**Hand rule for the 4f wave of lanthanum and its pseudo wave**

The table holds $u = rR(r)$ of the La 4f shell at thirteen radii, all-electron and Troullier-Martins pseudo wave, from a spherical scalar-relativistic PBE atom (ld1.x). The program fits the rule $u = A e^{-sr} r^4/(r^4+a^4)$, rounds its constants, and compares it with a single normalised Slater function and with a Coulomb tail of constant charge whose decay constant comes from the level. The rounded rule (1.8, 0.75, 0.4) has a root-mean-square error of 3.3 % and a worst error of 6.8 % at the last row, while the Slater function fails in the tail and the constant charge works only from 3 bohr outwards. Second differences of the wave give a screened charge that falls from about 4 to about 0.9 and largely cancels the centrifugal term, which keeps the decay rate between 0.67 and 0.81 per bohr. Inside 1 bohr the rule does not reproduce the pseudo wave: refitting $a$ gives the wrong sign of the shift at 0.75 bohr.

Radial waves u(r) = rR(r) of the La 4f shell, all-electron and Troullier-Martins pseudo wave, computed with ld1.x 7.5 for a spherical, scalar-relativistic PBE atom. The reference configuration is [Xe] 4f0 5d1 6s2 6p0 and the f pseudization radius is 1 bohr; the two waves have the same sign outside this radius.

## Analysis program

```python
# Table: u = r R(r) of the La 4f shell, all-electron and Troullier-Martins pseudo wave (ld1.x, PBE, scalar-relativistic).
# Tested: hand rule u = A exp(-s r) r^4/(r^4+a^4), against one Slater function and a Coulomb tail of constant charge.
T = {
    'radius': [0.375, 0.75, 1.125, 1.5, 1.875, 2.25, 2.625, 3.0, 3.375, 3.75, 4.125, 4.5, 4.875],  # bohr
    'all_electron_wave': [0.5999, 0.9185, 0.7939, 0.613, 0.4574, 0.3374, 0.2493, 0.1859, 0.1403, 0.1072, 0.0826, 0.064, 0.0499],  # bohr^(-1/2)
    'pseudo_wave': [0.5135, 0.9364, 0.7939, 0.613, 0.4574, 0.3374, 0.2493, 0.1859, 0.1403, 0.1072, 0.0826, 0.064, 0.0499],  # bohr^(-1/2)
}
import numpy as np
from math import factorial
from scipy.constants import physical_constants as pc
from scipy.integrate import solve_ivp, quad
from scipy.optimize import minimize_scalar as ms
r, u, p = (np.array(T[k], float) for k in ('radius', 'all_electron_wave', 'pseudo_wave'))
h, l, d, rc = r[1]-r[0], 3, 5e-5, 1.0  # step, l, half of last digit, f radius (setting)
eps = -4.3451/pc['Hartree energy in eV'][0]  # all-electron 4f level of the same run
k = np.sqrt(-2*eps); o = r > rc
c = np.polyfit(r[o], np.log(u[o]), 1); A, s = round(np.exp(c[1]), 1), round(-c[0], 2)
geta = lambda y: (r[0]**4*(A*np.exp(-s*r[0])/y-1))**0.25
a = round(geta(u[0]), 2); ap = geta(p[0])
rule = lambda x, b=a: A*np.exp(-s*x)*x**4/(x**4+b**4)
sla = lambda z: (2*z)**4.5/np.sqrt(factorial(8))*r**4*np.exp(-z*r)
z = ms(lambda z: np.sum((sla(z)-u)**2), bounds=(1, 9), method='bounded').x
def tail(Q, x):  # decaying solution, integrated inwards
    f = lambda t, y: [y[1], (k*k+l*(l+1)/t**2-2*Q/t)*y[0]]
    return solve_ivp(f, (30, x[0]), [1, -k], t_eval=x[::-1], rtol=1e-8).y[0][::-1]
def cfit(m):
    dev = lambda Q: np.log(tail(Q, r[m])/u[m])
    Q = ms(lambda Q: np.var(dev(Q)), bounds=(0, 2.2), method='bounded').x
    return Q, 100*(np.exp(dev(Q)-dev(Q).mean())-1)
Q1, e1 = cfit(o); Q2, e2 = cfit(r >= 3)
print(f"level {eps:.4f} hartree, kappa {k:.3f} /bohr; u and A in bohr^-1/2")
print(f"fit beyond 1 bohr (past the peak): A {np.exp(c[1]):.3f}, s {-c[0]:.3f} /bohr; a from first row {geta(u[0]):.3f} bohr")
print(f"rounded rule: A {A}, s {s}, a {a}; halving length {np.log(2)/s:.2f} bohr; factor per row {np.exp(-s*h):.3f}")
print(f"s/kappa {s/k:.2f}, s-kappa {s-k:.3f} /bohr; Slater zeta {z:.2f} /bohr; Coulomb tail Q {Q1:.2f}")
e = 100*(rule(r)/u-1); ec = ['inside']*int((~o).sum())+[f"{x:+.1f}" for x in e1]
print("r/bohr  u  rule  error %  Coulomb error %  Slater/u  pseudo-u")
for i in range(len(r)):
    print(f"{r[i]:.3f} {u[i]:.4f} {rule(r[i]):.4f} {e[i]:+.1f} {ec[i]} {sla(z)[i]/u[i]:.4f} {p[i]-u[i]:+.4f}")
w = np.argmax(abs(e))
print(f"rule: rms {np.sqrt(np.mean(e**2)):.1f} %, worst {e[w]:+.1f} % at {r[w]:.3f}; rounding of table at most {100*d/u.min():.2f} %")
print(f"beyond 1 bohr rms: rule {np.sqrt(np.mean(e[o]**2)):.1f} %, Coulomb {np.sqrt(np.mean(e1**2)):.1f} %")
print(f"Coulomb refit from 3 bohr: Q {Q2:.2f}, worst {abs(e2).max():.1f} %")
for i in (7, 1):
    print(f"worked r {r[i]:.3f}: s r {s*r[i]:.3f}, exp {np.exp(-s*r[i]):.4f}, switch {r[i]**4/(r[i]**4+a**4):.3f}, u {rule(r[i]):.4f}")
g = np.linspace(0.2, 2, 361)
print(f"rule: norm {quad(lambda x: rule(x)**2, 0, 60)[0]:.3f}, peak {rule(g).max():.3f} at {g[rule(g).argmax()]:.2f} bohr")
print(f"coarse sums h*u^2: all-electron {h*np.sum(u**2):.3f}, pseudo {h*np.sum(p**2):.3f}, difference {h*np.sum(p**2-u**2):+.3f}")
print(f"pseudo vs all-electron: {100*(p[0]/u[0]-1):+.1f} % at {r[0]}, {100*(p[1]/u[1]-1):+.1f} % at {r[1]}")
print(f"rule vs pseudo wave: {100*(rule(r[0])/p[0]-1):+.1f} % at {r[0]}, {100*(rule(r[1])/p[1]-1):+.1f} % at {r[1]}")
print(f"a refitted to pseudo {ap:.3f} bohr: shift at {r[1]} {rule(r[1],ap)-rule(r[1],geta(u[0])):+.4f}, table {p[1]-u[1]:+.4f}")
fr = tail(0, r); j = np.arange(3, len(r)-1)
sl = np.log(u[j-1]/u[j+1])/(2*h); sf = np.log(fr[j-1]/fr[j+1])/(2*h)
cu = (u[j-1]-2*u[j]+u[j+1])/h**2/u[j]; Q = r[j]/2*(k*k+12/r[j]**2-cu)
print("r  decay rate  force-free rate (/bohr)  u''/u  12/r^2  2Q/r (/bohr^2)  Q  rounding in Q")
for i, n in enumerate(j):
    print(f"{r[n]:.3f} {sl[i]:.3f} {sf[i]:.3f} {cu[i]:.3f} {12/r[n]**2:.3f} {2*Q[i]/r[n]:.3f} {Q[i]:.2f} {2*d*r[n]/h**2/u[n]:.3f}")
print(f"decay rate range {sl.min():.3f} to {sl.max():.3f} /bohr; last/kappa {sl[-1]/k:.2f}")
print("sqrt(kappa^2+12/r^2-2Q/r) at 3 bohr: " + ", ".join(f"Q={q}: {np.sqrt(k*k+12/9-2*q/3):.3f}" for q in (0, 1, 2)))
assert np.all(abs(p[o]-u[o]) < d) and p[0] < u[0] and p[1] > u[1]
assert np.all(sl > k) and np.all(sl < sf)
assert np.all(np.diff(Q) < 0) and Q[-1] > 0
assert np.all(u > 0) and np.argmax(u) == 1
```

It prints:

```
level -0.1597 hartree, kappa 0.565 /bohr; u and A in bohr^-1/2
fit beyond 1 bohr (past the peak): A 1.823, s 0.748 /bohr; a from first row 0.398 bohr
rounded rule: A 1.8, s 0.75, a 0.4; halving length 0.92 bohr; factor per row 0.755
s/kappa 1.33, s-kappa 0.185 /bohr; Slater zeta 4.09 /bohr; Coulomb tail Q 1.51
r/bohr  u  rule  error %  Coulomb error %  Slater/u  pseudo-u
0.375 0.5999 0.5922 -1.3 inside 0.4542 -0.0864
0.750 0.9185 0.9488 +3.3 inside 1.0231 +0.0179
1.125 0.7939 0.7620 -4.0 +62.8 1.2917 +0.0000
1.500 0.6130 0.5814 -5.1 +6.3 1.1397 +0.0000
1.875 0.4574 0.4402 -3.8 -13.3 0.8038 +0.0000
2.250 0.3374 0.3326 -1.4 -19.8 0.4871 +0.0000
2.625 0.2493 0.2512 +0.8 -20.1 0.2633 +0.0000
3.000 0.1859 0.1897 +2.0 -16.9 0.1298 +0.0000
3.375 0.1403 0.1432 +2.1 -11.6 0.0594 +0.0000
3.750 0.1072 0.1081 +0.8 -4.6 0.0255 +0.0000
4.125 0.0826 0.0816 -1.2 +3.9 0.0105 +0.0000
4.500 0.0640 0.0616 -3.8 +14.0 0.0041 +0.0000
4.875 0.0499 0.0465 -6.8 +25.4 0.0016 +0.0000
rule: rms 3.3 %, worst -6.8 % at 4.875; rounding of table at most 0.10 %
beyond 1 bohr rms: rule 3.4 %, Coulomb 23.8 %
Coulomb refit from 3 bohr: Q 0.97, worst 2.0 %
worked r 3.000: s r 2.250, exp 0.1054, switch 1.000, u 0.1897
worked r 0.750: s r 0.562, exp 0.5698, switch 0.925, u 0.9488
rule: norm 0.993, peak 0.967 at 0.66 bohr
coarse sums h*u^2: all-electron 1.003, pseudo 0.979, difference -0.024
pseudo vs all-electron: -14.4 % at 0.375, +1.9 % at 0.75
rule vs pseudo wave: +15.3 % at 0.375, +1.3 % at 0.75
a refitted to pseudo 0.425 bohr: shift at 0.75 -0.0205, table +0.0179
r  decay rate  force-free rate (/bohr)  u''/u  12/r^2  2Q/r (/bohr^2)  Q  rounding in Q
1.500 0.735 2.135 0.293 5.333 5.359 4.02 0.002
1.875 0.796 1.734 0.553 3.413 3.179 2.98 0.003
2.250 0.809 1.478 0.672 2.370 2.017 2.27 0.005
2.625 0.795 1.301 0.705 1.741 1.356 1.78 0.007
3.000 0.766 1.173 0.681 1.333 0.972 1.46 0.011
3.375 0.734 1.076 0.634 1.053 0.739 1.25 0.017
3.750 0.706 1.002 0.564 0.853 0.609 1.14 0.025
4.125 0.688 0.943 0.517 0.705 0.508 1.05 0.036
4.500 0.672 0.895 0.500 0.593 0.412 0.93 0.050
decay rate range 0.672 to 0.809 /bohr; last/kappa 1.19
sqrt(kappa^2+12/r^2-2Q/r) at 3 bohr: Q=0: 1.286, Q=1: 0.993, Q=2: 0.565
```
